Take a network of N carbon atoms, each with four neighbours and four sp³ hybrids, and put the energy zero at the hybrid level. The model of Weaire and Thorpe (1971) keeps V1 between hybrids on one atom and V2 between the two hybrids in one bond, both negative and the same everywhere. Write a = |V1|, b = |V2|. Four electrons per atom fill 2N of the 4N orbital levels.

First by hand, with a ≈ 2 eV and b ≈ 10 eV. Bonds sit at −b, antibonds at +b, 20 eV apart. Each bond orbital couples to six others by a/2, so allow each band ±3a = ±6 eV. The gap is 2b − 6a = 8 eV.

Now carefully. Let P project on the atomic s combinations and T swap the hybrids of each bond, T² = 1. Then H = a − 4aP − bT. With x = E − a, (x + bT)ψ = −4aPψ. Multiply by (x − bT), project with P, and use PTP = A/4, A being the adjacency matrix with eigenvalues ε: x² + 4ax − b² = abε, so

E = −a ± √(4a² + b² + abε).

States with Pψ = 0 form flat p bands at a − b and a + b. For s amplitudes c, ⟨c|4 ± A|c⟩ is the sum over bonds of |c_i ± c_j|², hence |ε| ≤ 4 and the root is at least |b − 2a|. For b > 2a no state lies between a − b and b − 3a. The lower branch and bonding flat band hold exactly 2N levels, so half filling has a gap of at least 2b − 4a.

As typical inputs take a = 2.08 eV, a quarter of the atomic s–p splitting, and Harrison's scaling b = 3.22 ħ²/md², which at d = 1.54 Å gives 10.35 eV. The edges are −8.27 and 4.11 eV, and the model's bound is 12.4 eV.

Question: is the bound reached?

The flat band always pins the valence edge. The conduction edge needs ε down to −4, amplitudes alternating across every bond: a finite network without odd rings, or arbitrarily large regions essentially free of them with negligible surface. Even that surface condition matters: the ringless Bethe lattice stops at ε = −2√3, which puts the edge at 4.98 eV, 0.87 eV higher.

Why do 8 and 12.4 differ by 4.4 eV? Rounding supplies 0.2 eV. The rest, 2a = 4.2 eV, is frustration. The four bonds at an atom all couple to one another and cannot all be in antiphase; the best choice, amplitudes summing to zero, lifts a bond by a/2 per end, so the valence top rises by a, not 3a. The conduction bottom, an alternating s state, does drop 3a. Both edge states are exact eigenstates, so bond–antibond mixing adds nothing.

Question: and b < 2a?

The guaranteed gap, from b − 3a to a − b, then separates N s-like levels from the rest. Half filling ends in the flat band at a − b; it is gapless if ε reaches −4, and otherwise the gap depends on the network.

Question: amorphous silicon?

With typical a = 1.80 eV and d = 2.35 Å, b = 4.44 eV. The hand rule gives −1.9 eV, a metal; the model's bound is 1.7 eV, a small difference of large terms whose sign means more than its size.

Question: is 12.4 eV the gap of tetrahedral amorphous carbon?

No, the model's. It drops the ppπ hopping, about 0.63 ħ²/md² = 2.0 eV, as large as a, which broadens the flat bands, and it has no threefold sites. Their π states typically set an optical gap near 2.5 eV, so the model overshoots roughly fivefold.